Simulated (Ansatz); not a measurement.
A series in volume scale on TiClO

Free energy against uniform scaling of the volume at fixed shape and fractions; periodic cell, basis, potentials, k mesh and filling as listed. The results are calculated, by Ansatz 0.2.0.

The cell before it is scaled or strained (space group Pmmn, No. 59):
```
cell vectors (Å)
   3.3800     0.0000     0.0000
   0.0000     3.7900     0.0000
   0.0000     0.0000     8.0300
atoms (fractions of the cell vectors)
Ti  0.00000  0.50000  0.12200
Ti  0.50000  0.00000  0.87800
Cl  0.50000  0.50000  0.32000
Cl  0.00000  0.00000  0.68000
O   0.50000  0.50000  0.93500
O   0.00000  0.00000  0.06500
```

Settings of every row: functional PBEsol; dispersion none; potentials all-electron LAPW; k mesh 8x7x4; k shift 0x0x0; occupations fermi dirac; smearing width 0.1 eV; spin none.

Limits: a layered crystal: even scaling strains the bonds within the layers, so this curve is stiffer than the crystal under pressure; coarse k mesh, up to 40 meV an atom off.

```csv
row,volume scale,V (Å³/atom),energy above lowest point (meV/atom)
1,0.94,16.116,?
2,0.97,16.63,0
3,1,17.144,0
4,1.03,17.659,10.3
5,1.06,18.173,29.2
```

Question: what energy above lowest point should row 1 give?

Worked fit of energy above lowest point. Take u = (V_r/V)^(2/3) − 1 with V_r = 17.401 Å³ an atom, which is twice the finite (Eulerian) strain; such expansions in the strain, on which the Birch-Murnaghan equation of state is built, carry the rest volume and the bulk modulus. The shown rows have u = 0.03067, 0.00997, -0.00976, -0.02852. Least squares give energy above lowest point = 3.96 − 521.2 × u + 12771 × u² meV/atom; a straight line predicts inner rows, each left out in turn, worse (root mean square 7.1 against 0.078 meV/atom). All shown rows lie on it to the printed digit. Its lowest point lies at u = 0.0204, or V = 16.88 Å³ an atom, and the curvature there gives the bulk modulus at fixed shape and fractions, B = (4/9)(1 + u)² E″(u)/V = 112 GPa. Letting shape and atoms relax would as a rule lower it, by much in layered, chain or molecular crystals. The withheld row has u = 0.05247, so the fit gives 3.96 − 521.2 × (0.05247) + 12771 × (0.05247)² = 11.8 meV/atom.

The calculation gave 11.9 meV/atom. The fit lies 0.1 meV/atom (0.34 % of the column's range) below it, one unit of the last digit. This row lies beyond the range of the fit.
